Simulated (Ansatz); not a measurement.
## Ligand exchange: C2H5BrSn + C2H3ClF2 → C2H5ClSn + C2H3BrF2

Gas-phase species: C2H5BrSn `C[CH2][Sn][Br]`, singlet; C2H3ClF2 `FCC(F)Cl`, singlet; C2H5ClSn `C[CH2][Sn][Cl]`, singlet; C2H3BrF2 `FCC(F)Br`, singlet. The partners trade Br for Cl: Sn–Br and C–Cl bonds give way to Sn–Cl and C–Br.

Shapes, held fixed at every level: PBE0-D4/def2-TZVP. Flexible molecules stand in one conformer, not always the lowest. Programs: Ansatz 0.2.0. Electronic energies: no zero-point or thermal term.

```tsv
level	kind	ΔE (kJ/mol)	less CCSD(T)/def2-TZVPP
HF/def2-TZVPP	Hartree–Fock	+22.6	+7.0
PBE-D4/def2-TZVPP	GGA	+17.4	+1.8
B3LYP-D4/def2-TZVPP	global hybrid	+16.3	+0.7
PBE0-D4/def2-TZVPP	global hybrid	+19.8	+4.2
wB97M-V/def2-TZVPP	range-separated hybrid	+17.8	+2.2
MP2/def2-TZVPP	perturbation theory	+16.0	+0.4
CCSD/def2-TZVPP	coupled cluster or CI	+16.0	+0.4
CCSD(T)/def2-TZVPP	coupled cluster or CI	+15.6	0.0
```

The highest level, CCSD(T)/def2-TZVPP, gives ΔE = +15.6 kJ/mol; the levels span +15.6 to +22.6. The column of differences is taken from that level and isn't an error. No measured value is set beside it here. For atoms past krypton def2 sets carry core potentials with scalar relativity. Relativity is left out for Br. Outer-core shells of Br, Sn are correlated, in sets that cover them unevenly.

Exchange is uphill at every level, so in these singlet species bromine on tin and chlorine on carbon is the favoured pairing. Both elements generally bind chlorine more strongly than bromine, and the sign implies that carbon loses more than tin does when bromine takes chlorine's place. The likely reason is orbital size: carbon's compact valence orbitals overlap less well with the diffuse 4p shell of bromine, whereas tin's 5p orbitals tolerate the larger halogen better. The fluorine on the same carbon may add to the preference for chlorine. The greater polarity of Sn–Cl pulls the other way, but evidently doesn't prevail.

Hartree–Fock gives the largest value, +22.6 kJ/mol, so correlation favours the exchanged pair without overturning the order. MP2 and CCSD both give +16.0, and the triples change little, which suggests an undemanding correlation problem. The density functionals all lie above CCSD(T), but not in an order set simply by hybrid character, since B3LYP falls below PBE and PBE0 above it. The reaction energy alone says nothing about the barrier to exchange.
